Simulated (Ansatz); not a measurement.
TiO2: energy above lowest point against volume scale

Free energy against uniform scaling of the volume at fixed shape and fractions; periodic cell, basis, potentials, k mesh and filling as listed. The results are calculated, by Ansatz 0.2.0.

The cell before it is scaled or strained (space group I4_1/amd, No. 141):
```
cell vectors (Å)
  -1.8921     1.8921     4.7573
   1.8921    -1.8921     4.7573
   1.8921     1.8921    -4.7573
atoms (fractions of the cell vectors)
Ti  0.00000  0.00000  0.00000
Ti  0.75000  0.25000  0.50000
O   0.20810  0.20810  0.00000
O   0.95810  0.45810  0.50000
O   0.54190  0.04190  0.50000
O   0.79190  0.79190  0.00000
```

Settings of every row: functional PBE; dispersion none; potentials PAW; wave cutoff 500 eV; density cutoff 2000 eV; k mesh 8x8x8; k shift 0x0x0; occupations fixed; smearing width 0 eV; spin none.

| row | volume scale | V (Å³/atom) | energy above lowest point (meV/atom) |
| --- | --- | --- | --- |
| 1 | 0.92 | 10.446 | 93.5 |
| 2 | 0.9467 | 10.749 | ? |
| 3 | 0.9733 | 11.051 | 20.1 |
| 4 | 1 | 11.354 | 4.3 |
| 5 | 1.0267 | 11.657 | 0 |
| 6 | 1.0533 | 11.959 | 5.7 |
| 7 | 1.08 | 12.263 | 20.2 |

Question: what energy above lowest point should row 2 give?

Worked fit of energy above lowest point. Take u = (V_r/V)^(2/3) − 1 with V_r = 11.505 Å³ an atom, which is twice the finite (Eulerian) strain; such expansions in the strain, on which the Birch-Murnaghan equation of state is built, carry the rest volume and the bulk modulus. The shown rows have u = 0.06649, 0.0272, 0.00885, -0.00871, -0.02547, -0.04164. Least squares give energy above lowest point = 0.81 + 241.5 × u + 17118 × u² + 3243 × u³ meV/atom; a parabola predicts inner rows, each left out in turn, worse (root mean square 0.16 against 0.02 meV/atom). All shown rows lie on it to the printed digit. Its lowest point lies at u = -0.0071, or V = 11.63 Å³ an atom, and the curvature there gives the bulk modulus at fixed shape and fractions, B = (4/9)(1 + u)² E″(u)/V = 206 GPa. Letting shape and atoms relax would as a rule lower it, by much in layered, chain or molecular crystals. The withheld row has u = 0.04635, so the fit gives 0.81 + 241.5 × (0.04635) + 17118 × (0.04635)² + 3243 × (0.04635)³ = 49.1 meV/atom.

The calculation gave 49.2 meV/atom. The fit lies 0.1 meV/atom (0.11 % of the column's range) below it, one unit of the last digit.
